**Predicting the 4p and 5s orbitals of Sr⁺ from its inner shells**

The table holds orbital energies, mean radii, density maxima and the averages of 1/r and r² for all occupied orbitals of Sr⁺, computed with a B-spline radial atomic code by four-component Dirac–Coulomb Hartree–Fock without electron correlation. The program fits a two-constant screened field, solved with the radial Dirac equation, to the ten known orbitals and predicts the three withheld ones. It compares this with Slater's rules and with simple extrapolations of the sizes. Ten of the fifteen screened-field predictions fall outside their error bars, and all three withheld orbitals come out too compact and too strongly bound. The extrapolations miss the 4p radii by about 0.5 % and the 5s radius by 5.7 %, while Slater's rules overshoot the 5s radius by 39 %.

Occupied orbitals of Sr⁺ (Z = 38, [Kr] 5s¹), computed with the B-spline radial atomic code version 1 at the basis-set limit. The method is all-electron, four-component Dirac–Coulomb Hartree–Fock for a spherical atom, averaged over the nl configuration, with a Fermi nucleus. r_max is the radius at which the radial probability density is largest.

## Script

```python
# Table: orbital energies and sizes of Sr+ (B-spline radial atomic code, Dirac-Coulomb Hartree-Fock, no correlation).
# Tested: prediction of withheld orbitals by a 2-parameter screened Dirac field; rivals: Slater rules, table extrapolation.
T = {
    'orbital': ['1s1/2', '2s1/2', '2p1/2', '2p3/2', '3s1/2', '3p1/2', '3p3/2', '3d3/2', '3d5/2', '4s1/2', '4p1/2', '4p3/2', '5s1/2'],
    'n': [1, 2, 2, 2, 3, 3, 3, 3, 3, 4, 4, 4, 5],
    'l': [0, 0, 1, 1, 0, 1, 1, 2, 2, 0, 1, 1, 0],
    'nl_electrons': [2, 2, 6, 6, 2, 6, 6, 10, 10, 2, 6, 6, 1],
    'e': [-595.85, -83.369, -75.6, -73.067, -14.183, -11.302, -10.897, -5.8522, -5.7818, -2.1687, -1.3469, -1.3002, -0.38463],  # hartree
    'r': [0.039148, 0.17173, 0.14753, 0.15166, 0.48871, 0.48913, 0.49892, 0.49428, 0.49784, 1.3667, 1.5439, 1.5747, 4.0538],  # bohr
    'r_max': [0.02554, 0.1449, 0.1138, 0.1172, 0.4346, 0.4248, 0.4334, 0.3769, 0.3796, 1.195, 1.311, 1.336, 3.562],  # bohr
    'inv_r': [39.0, 8.8076, 8.7439, 8.4084, 2.9478, 2.8311, 2.7537, 2.5201, 2.4995, 0.97103, 0.85096, 0.83155, 0.30773],  # 1/bohr
    'r2': [0.002066, 0.03484, 0.02672, 0.02811, 0.2739, 0.279, 0.2901, 0.2967, 0.3009, 2.118, 2.734, 2.844, 18.43],  # bohr²
}
HELD = [10, 11, 12]  # rows withheld from the fit
import numpy as np
from scipy.linalg import eigh_tridiagonal as et
from scipy.optimize import least_squares
from scipy.constants import alpha
Z, c = 38, 1/alpha
o = T['orbital']; n = np.array(T['n'], int); l = np.array(T['l'], int); ix = o.index
Q = ['e', 'r', 'r_max', 'inv_r', 'r2']; U = ['Eh', 'bohr', 'bohr', '1/bohr', 'bohr2']
D = np.array([T[q] for q in Q], float).T; e, R = D[:, 0], D[:, 1]
K = [i for i in range(len(o)) if i not in HELD]
kap = [-(l[i]+1) if int(o[i][2]) == 2*l[i]+1 else l[i] for i in range(len(o))]
a, dx = 2e-4, 0.01; g = a*np.expm1(dx*np.arange(1251))
h = np.diff(g); m = (g[1:]+g[:-1])/2; r = g[1:-1]; w = (h[1:]+h[:-1])/2
def orb(i, V):
    E = 0.0; A = 1/h+kap[i]/(2*m); B = -1/h+kap[i]/(2*m); k = int(n[i]-l[i]-1); Vm, Vr = V(m), V(r)
    for _ in range(3):
        M = 1+(E-Vm)/(2*c*c); s = h/(2*M)
        d = (s[:-1]*A[:-1]**2+s[1:]*B[1:]**2)/w+Vr
        ev, u = et(d, (s*A*B)[1:-1]/np.sqrt(w[1:]*w[:-1]), select='i', select_range=(k, k)); E = ev[0]
    P = np.r_[0, u[:, 0]/np.sqrt(w), 0]; q = ((A*P[1:]+B*P[:-1])/(2*c*M))**2
    y = P[1:-1]**2+(q[1:]+q[:-1])/2; y /= (y*w).sum(); j = int(y.argmax())
    sh = 0.5*(y[j-1]-y[j+1])/(y[j-1]-2*y[j]+y[j+1])
    return [E, (y*w*r).sum(), a*np.expm1(dx*(j+1+sh)), (y*w/r).sum(), (y*w*r*r).sum()]
mod = lambda p, I: np.array([orb(i, lambda x: -((Z-2)/(p[0]*np.expm1(x/p[1])+1)+2)/x) for i in I])
def fit(I):
    f = lambda p: (np.log(mod(p, I)[:, :2]/D[I, :2])*[0.5, 1]).ravel()
    return least_squares(f, [4, 0.9], bounds=([0.5, 0.2], [30, 3]), diff_step=1e-4, xtol=1e-5, ftol=1e-6, max_nfev=12).x
pc = lambda v: ' '.join('%+.1f' % x for x in v)
gam = np.sqrt(1-(Z*alpha)**2); b = orb(0, lambda x: -Z/x)
print('solver check, bare 1s: e %.2f (exact %.2f) Eh, <1/r> %.2f (Z/gamma %.2f); table %.2f' % (b[0], c*c*(gam-1), b[3], Z/gam, D[0, 3]))
p = fit(K); F = mod(p, range(len(o))); err = 100*(F/D-1)
print('screened Dirac fit on known rows: H %.3f, d %.3f bohr' % tuple(p))
Zr = (3*n*n-l*(l+1))/(2*R); Zi = n*n*D[:, 3]; Ze = n*np.sqrt(-2*e)
sp = {1: 0.3, 2: 7*.35+2*.85, 3: 7*.35+8*.85+2, 4: 7*.35+18*.85+10, 5: 8*.85+28}
Zs = np.array([Z-(9*.35+18 if l[i] == 2 else sp[n[i]]) for i in range(len(o))])
ns = np.array([{4: 3.7, 5: 4.0}.get(k, k) for k in n]); Rs = ns*(ns+.5)/Zs
print('row: Z from <r>,<1/r>,e; Z Slater | Slater <r> err % | model err % in ' + ','.join(Q))
for i in K: print('%s %.1f %.1f %.1f; %.2f | %+.1f | %s' % (o[i], Zr[i], Zi[i], Ze[i], Zs[i], 100*(Rs[i]/R[i]-1), pc(err[i])))
rms = np.sqrt((err[K]**2).mean(0)); s4 = ix('4s1/2'); p3 = fit([i for i in K if n[i] < 4])
bt = 100*(mod(p3, [s4])[0]/D[s4]-1); bar = np.maximum(2*rms, abs(bt))
print('rms model err % known:', pc(rms), '; Slater <r> rms %.1f' % (100*np.sqrt(((Rs/R-1)[K]**2).mean())))
print('back-test 4s from n<=3 (H %.2f d %.2f), err %%:' % tuple(p3), pc(bt))
print('worst known row per quantity:', ' '.join(o[K[k]] for k in abs(err[K]).argmax(0)))
print('rounding floor: up to about 0.004 % (e, r, 1/r), 0.05 % (r_max, r2); model grid error is larger')
for i in HELD:
    for k in range(5):
        t = bar[k]*(2 if n[i] == 5 else 1)
        print('%s %s pred %.4g +- %.2g %s (%.1f%%); computed %.5g; miss %+.1f%% %s' % (o[i], Q[k], F[i, k], abs(F[i, k])*t/100, U[k], t, D[i, k], err[i, k], 'inside' if abs(F[i, k]-D[i, k]) <= abs(F[i, k])*t/100 else 'OUTSIDE'))
S = [ix('%ds1/2' % k) for k in range(1, 6)]
for i in HELD:
    if l[i] == 1:
        g2, g3 = [Zr[S[k-1]]-Zr[ix(str(k)+o[i][1:])] for k in (2, 3)]
        lo, hi = 23/(Zr[s4]-g3), 23/(Zr[s4]-2*g3+g2); x, t, nm = (lo+hi)/2, (hi-lo)/2, 'gaps %.2f %.2f (real %.2f)' % (g2, g3, Zr[s4]-Zr[i])
    else:
        x = R[s4]**2/R[S[2]]; t = 0.1*x; nm = 'geometric, 4s test %+.1f%%' % (100*(R[S[2]]**2/R[S[1]]/R[s4]-1))
    print('%s <r> extrap %.3f +- %.3f miss %+.1f%% %s; Slater %.2f miss %+.0f%%; Z r,1/r,e %.1f %.1f %.1f' % (o[i], x, t, 100*(x/R[i]-1), nm, Rs[i], 100*(Rs[i]/R[i]-1), Zr[i], Zi[i], Ze[i]))
for u, v in [('2p1/2', '2p3/2'), ('3p1/2', '3p3/2'), ('3d3/2', '3d5/2'), ('4p1/2', '4p3/2')]:
    i, j = ix(u), ix(v)
    print('%s split: de table %.4f Eh (%.2f%% of mean |e|) model %.4f; d<r> table %.2f%% model %.2f%%' % (u[:2], e[j]-e[i], 200*(e[i]-e[j])/(e[i]+e[j]), F[j, 0]-F[i, 0], 100*(R[j]/R[i]-1), 100*(F[j, 1]/F[i, 1]-1)))
ps = [R[ix('%dp1/2' % k)]/R[S[k-1]] for k in (2, 3, 4)]
print('<r> p1/2 / s, n=2,3,4: %.3f %.3f %.3f (hydrogenic 0.833 0.926 0.958); 4p3/2/4s %.3f' % (*ps, R[ix('4p3/2')]/R[s4]))
print('<r> ns/(n-1)s, n=2..5:', ' '.join('%.2f' % x for x in R[S][1:]/R[S][:-1]))
print('apparent charge (4/3)<r>|e|, 1s..5s:', ' '.join('%.2f' % x for x in -4/3*R[S]*e[S]), '; model 5s %.2f' % (-4/3*F[S[4], 0]*F[S[4], 1]))
print('<r2>/<r>^2 all rows:', ' '.join('%.3f' % x for x in D[:, 4]/R**2))
assert all(R[ix(v)] > R[ix(u)] for u, v in [('2p1/2', '2p3/2'), ('3p1/2', '3p3/2'), ('3d3/2', '3d5/2')])
assert Z < D[0, 3] < Z/gam
assert ps[0] < ps[1] and all(Ze[i] < Zr[i] for i in K)
```

It prints:

```
solver check, bare 1s: e -736.48 (exact -736.44) Eh, <1/r> 39.55 (Z/gamma 39.55); table 39.00
screened Dirac fit on known rows: H 3.820, d 0.806 bohr
row: Z from <r>,<1/r>,e; Z Slater | Slater <r> err % | model err % in e,r,r_max,inv_r,r2
1s1/2 38.3 39.0 34.5; 37.70 | +1.6 | -1.2 -0.1 -0.0 +0.0 -0.2
2s1/2 34.9 35.2 25.8; 33.85 | -14.0 | -4.1 +0.4 +0.2 -0.5 +0.8
2p1/2 33.9 35.0 24.6; 33.85 | +0.1 | -3.4 -0.2 -0.6 +0.4 -0.2
2p3/2 33.0 33.6 24.2; 33.85 | -2.6 | -3.6 -0.1 -0.5 +0.2 -0.1
3s1/2 27.6 26.5 16.0; 26.75 | -19.7 | -4.7 +0.1 +0.4 +0.0 +0.2
3p1/2 25.6 25.5 14.3; 26.75 | -19.8 | -3.1 -0.4 +0.0 +0.5 -0.9
3p3/2 25.1 24.8 14.0; 26.75 | -21.3 | -3.1 -0.4 +0.1 +0.4 -0.8
3d3/2 21.2 22.7 10.3; 16.85 | +26.1 | +1.1 -0.9 +0.4 +0.4 -2.3
3d5/2 21.1 22.5 10.2; 16.85 | +25.2 | +1.2 -0.9 +0.4 +0.4 -2.4
4s1/2 17.6 15.5 8.3; 10.25 | +10.9 | -3.5 -5.6 -4.4 +8.7 -10.8
rms model err % known: +3.1 +1.8 +1.4 +2.8 +3.6 ; Slater <r> rms 16.9
back-test 4s from n<=3 (H 3.84 d 0.81), err %: -2.7 -5.9 -4.6 +9.0 -11.2
worst known row per quantity: 3s1/2 4s1/2 4s1/2 4s1/2 4s1/2
rounding floor: up to about 0.004 % (e, r, 1/r), 0.05 % (r_max, r2); model grid error is larger
4p1/2 e pred -1.409 +- 0.089 Eh (6.3%); computed -1.3469; miss +4.6% inside
4p1/2 r pred 1.44 +- 0.085 bohr (5.9%); computed 1.5439; miss -6.7% OUTSIDE
4p1/2 r_max pred 1.238 +- 0.057 bohr (4.6%); computed 1.311; miss -5.6% OUTSIDE
4p1/2 inv_r pred 0.9344 +- 0.084 1/bohr (9.0%); computed 0.85096; miss +9.8% inside
4p1/2 r2 pred 2.386 +- 0.27 bohr2 (11.2%); computed 2.734; miss -12.7% OUTSIDE
4p3/2 e pred -1.357 +- 0.085 Eh (6.3%); computed -1.3002; miss +4.4% inside
4p3/2 r pred 1.471 +- 0.087 bohr (5.9%); computed 1.5747; miss -6.6% OUTSIDE
4p3/2 r_max pred 1.263 +- 0.058 bohr (4.6%); computed 1.336; miss -5.5% OUTSIDE
4p3/2 inv_r pred 0.9109 +- 0.082 1/bohr (9.0%); computed 0.83155; miss +9.5% inside
4p3/2 r2 pred 2.489 +- 0.28 bohr2 (11.2%); computed 2.844; miss -12.5% OUTSIDE
5s1/2 e pred -0.4447 +- 0.056 Eh (12.6%); computed -0.38463; miss +15.6% OUTSIDE
5s1/2 r pred 3.583 +- 0.42 bohr (11.8%); computed 4.0538; miss -11.6% OUTSIDE
5s1/2 r_max pred 3.15 +- 0.29 bohr (9.2%); computed 3.562; miss -11.6% OUTSIDE
5s1/2 inv_r pred 0.3592 +- 0.065 1/bohr (18.1%); computed 0.30773; miss +16.7% inside
5s1/2 r2 pred 14.47 +- 3.3 bohr2 (22.5%); computed 18.43; miss -21.5% OUTSIDE
4p1/2 <r> extrap 1.537 +- 0.052 miss -0.4% gaps 1.05 2.07 (real 2.66); Slater 1.52 miss -2%; Z r,1/r,e 14.9 13.6 6.6
4p3/2 <r> extrap 1.566 +- 0.032 miss -0.5% gaps 1.97 2.57 (real 2.95); Slater 1.52 miss -4%; Z r,1/r,e 14.6 13.3 6.5
5s1/2 <r> extrap 3.822 +- 0.382 miss -5.7% geometric, 4s test +1.8%; Slater 5.62 miss +39%; Z r,1/r,e 9.3 7.7 4.4
2p split: de table 2.5330 Eh (3.41% of mean |e|) model 2.5427; d<r> table 2.80% model 2.89%
3p split: de table 0.4050 Eh (3.65% of mean |e|) model 0.3931; d<r> table 2.00% model 2.04%
3d split: de table 0.0704 Eh (1.21% of mean |e|) model 0.0661; d<r> table 0.72% model 0.66%
4p split: de table 0.0467 Eh (3.53% of mean |e|) model 0.0519; d<r> table 1.99% model 2.14%
<r> p1/2 / s, n=2,3,4: 0.859 1.001 1.130 (hydrogenic 0.833 0.926 0.958); 4p3/2/4s 1.152
<r> ns/(n-1)s, n=2..5: 4.39 2.85 2.80 2.97
apparent charge (4/3)<r>|e|, 1s..5s: 31.10 19.09 9.24 3.95 2.08 ; model 5s 2.12
<r2>/<r>^2 all rows: 1.348 1.181 1.228 1.222 1.147 1.166 1.165 1.214 1.214 1.134 1.147 1.147 1.122
```
